**PtSe₂: contact or channel?**

A material without a band gap can serve as a contact in a transistor, while a channel needs a gap so that it can be switched off. For bulk PtSe₂ the methods below disagree on which of the two it is. Eight find no gap, and two find a gap of nearly 3 eV. Whoever screens materials with one of the quicker methods has to know which answer to believe, and whether a good volume is a reason to trust the rest.

Bulk PtSe₂ (space group P-3m1), computed with several programs without spin polarization or spin-orbit coupling. Band gaps are from single points on the cell relaxed with r2SCAN+rVV10, with overlapping bands printed as zero. Volumes come from each method's own relaxation or energy curve, and bulk moduli hold for a fixed cell shape.

| name | kind | band gap (eV) | volume per atom (Å³) | bulk modulus (GPa) | atoms computed | rough processor time, order of size (s) |
| --- | --- | --- | --- | --- | --- | --- |
| PBE coarse-settings | low cutoff and mesh | 0.000 | n/a | n/a | 3 | 2 |
| GFN1-xTB tblite | tight binding | 0.000 | 21.242 | 96.20 | 54 | 5 |
| GFN2-xTB tblite | tight binding | 0.000 | 22.357 | 64.90 | 54 | 8 |
| PBE SZV | small basis | 0.000 | n/a | n/a | 3 | 9 |
| PBE | semilocal | 0.000 | n/a | n/a | 3 | 20 |
| PBE DZVP | small basis | 0.000 | 22.030 | 109.30 | 3 | 20 |
| PM7 | semi-empirical | 2.867 | n/a | n/a | 54 | 30 |
| r2SCAN | semilocal | 0.000 | n/a | n/a | 3 | 40 |
| PBE sz-orbitals | small basis | 0.000 | n/a | n/a | 3 | 60 |
| PM6 | semi-empirical | 2.815 | n/a | n/a | 54 | 200 |

**Why a gap might be there, and why it closes**

The chemistry within one sheet favours a gap. Each Pt atom sits in an octahedron of six Se atoms and is formally Pt(IV), with six d electrons. These fill the three lower d levels, while the two upper ones, which are antibonding towards Se, stay empty. With the Se p shells full as well, the electron count is that of a semiconductor.

Stacking the sheets changes this. The Se p orbitals of one sheet face those of the next, and their combinations spread into a broader band whose antibonding top rises. If it rises above the lowest empty level, electrons spill over and the crystal becomes a semimetal. The same argument tells what to expect nearby: a thinner film has fewer facing Se layers, so its gap tends to open, which is why thin PtSe₂ is considered for channels and thick PtSe₂ for contacts.

The band edges of the full PBE run show the outcome. The top of the valence band lies at the zone centre, the bottom of the conduction band well away from it, and the first is 0.16 eV above the second. At each sampled wave vector, however, the two bands stay at least 0.59 eV apart. The overlap therefore arises between different wave vectors, and the printed zero hides a negative gap. That the facing Se orbitals cause it is standard bonding theory; the band edges alone would not prove it.

The size of this overlap shouldn't be carried over to a real film. It depends on the spacing of the sheets, here the 5.3 Å of a computed cell. PBE also tends to set empty bands too low against filled ones, so the true overlap may be smaller or even absent. Spin-orbit coupling, which is strong in Pt, would shift the band edges too.

**What stands behind a printed zero**

Coarse settings do little harm to the band edges here. The coarse PBE run, at about a tenth of the processor time of the full one, changes the overlap by only 0.01 eV. Its smallest direct gap also agrees with that of the full run to within 0.01 eV, so it describes the same semimetal.

The smallest basis, SZV, is a different matter. Its overlap of 0.14 eV looks just as good, but the lowest point found in its conduction band lies at another wave vector, and the smallest direct gap found is half that of full PBE. The two runs weren't sampled at the same wave vectors, so part of this contrast may come from the sampling. On the same cell its pressure is five times as large. With a single radial function for each valence shell, the orbitals can hardly adapt to the bonds, so errors in the bands and in the forces are to be expected. A similar overlap is therefore no proof of a similar band structure.

The two xTB methods reach zero in yet another way. They treat a block of 54 atoms, and their highest filled and lowest empty levels coincide because a group of equal levels is only partly occupied. That marks a metal or semimetal, but it doesn't measure an overlap. For DZVP, r2SCAN and sz-orbitals only the printed zero is known here, so the size of their overlaps stays open.

**Why PM6 and PM7 see a semiconductor**

PM6 and PM7 give 2.8 and 2.9 eV. Both report the gap between Hartree-Fock orbitals, in which an empty level has the energy of an extra electron that feels the repulsion of all the others while they stay frozen. In a solid the other electrons move aside and screen the newcomer, which lowers that energy considerably. Without this response the gap comes out far too wide, and a small overlap can turn into a large gap. Errors in the fitted parameters of the two methods may add to it, and the table can't separate the two causes.

The xTB methods find no gap with the same number of atoms, which speaks against the size of the block as the culprit. It doesn't rule it out, because xTB is fitted to molecules and its gaps for solids can be far off, and a block of this size samples only a few wave vectors. PM6 also has the longest time in the table, although the times are rough and belong to cells of different size. More computing doesn't help when the screening is absent from the orbital energies. A search for materials that relied on either method would risk filing a contact material under channels.

**What a good volume is worth**

A crystal held in a cell that is too small for a given method pushes outward. Let $P$ be that pressure, $B$ the bulk modulus and $V$ the volume. For a small expansion at fixed shape,

$$\frac{\Delta V}{V}\approx\frac{P}{B}.$$

This relation can tell whether the large DZVP volume is due to the basis or to the functional. Plane-wave PBE, which doesn't use that basis, has a pressure of 3.77 GPa on the common cell. With the DZVP modulus of 109.3 GPa,

$$\frac{\Delta V}{V}\approx\frac{3.77}{109.3}\approx 0.0345.$$

The DZVP volume is 4.0% above the cell, so most of the expansion probably comes from PBE itself. The estimate has no adjustable constant, but it borrows the modulus of one run for the pressure of another. The calculated output below gives it for the xTB rows as well, where it mainly checks that stress and volume agree.

PBE has no dispersion attraction to hold the sheets together, whereas the common cell was relaxed with it. That can't easily be the whole cause, because the PBE stress is 1.7 times as large in the plane of the sheets as across them. PBE probably also prefers longer Pt–Se bonds than r2SCAN does, though the stresses don't separate the two effects.

GFN1-xTB comes closest to the volume of the common cell, only 0.3% above it, but it does so by cancellation. It pushes outward in the plane with 1.1 GPa and pulls inward across the sheets with 1.2 GPa. Averaged over three directions, little pressure remains. GFN2-xTB pushes outward in all directions, so nothing cancels and its volume ends up 5.5% above the cell. A volume should therefore be trusted only after the stress has been checked direction by direction.

**Why a wider crystal isn't always softer**

GFN2-xTB is both the widest and the softest, with two thirds of the modulus of GFN1-xTB. DZVP breaks that pattern: it is wider than GFN1-xTB and yet 14% stiffer. The volume marks where the energy is lowest, and the modulus measures how steeply the energy rises from there, so a method can err in one without erring in the other.

These moduli describe a crystal scaled evenly in all directions, which strains the stiff Pt–Se bonds along with the soft spaces between sheets. Under real hydrostatic pressure the soft spaces would give way first. For a crystal pressed equally from all sides, the printed values are therefore too stiff a guide.

The analysis program printed:

```
Rows with a gap above zero: 2
PM7 gap less PM6 gap in eV: 0.052
Band overlap in full plane-wave PBE in eV: 0.1578
Band overlap in coarse PBE in eV: 0.146
Band overlap in PBE SZV in eV: 0.1361
Full less coarse PBE overlap in eV: 0.01172
Smallest direct gap of SZV over that of full PBE: 0.4948
Pressure of SZV over that of full PBE on the same cell: 4.922
Volume per atom of the common cell in cubic angstrom: 21.18
GFN1 volume above the cell in percent: 0.28
GFN2 volume above the cell in percent: 5.544
DZVP volume above the cell in percent: 4
GFN1 expansion from its pressure and modulus in percent: 0.309
GFN2 expansion from its pressure and modulus in percent: 6.038
DZVP expansion from plane-wave PBE pressure and DZVP modulus in percent: 3.45
GFN1 in-plane stress in GPa with compression positive: 1.055
GFN1 stress along c in GPa with compression positive: -1.219
Full PBE in-plane stress over its stress along c: 1.657
GFN2 modulus over GFN1 modulus: 0.6746
DZVP modulus over GFN1 modulus: 1.136
```
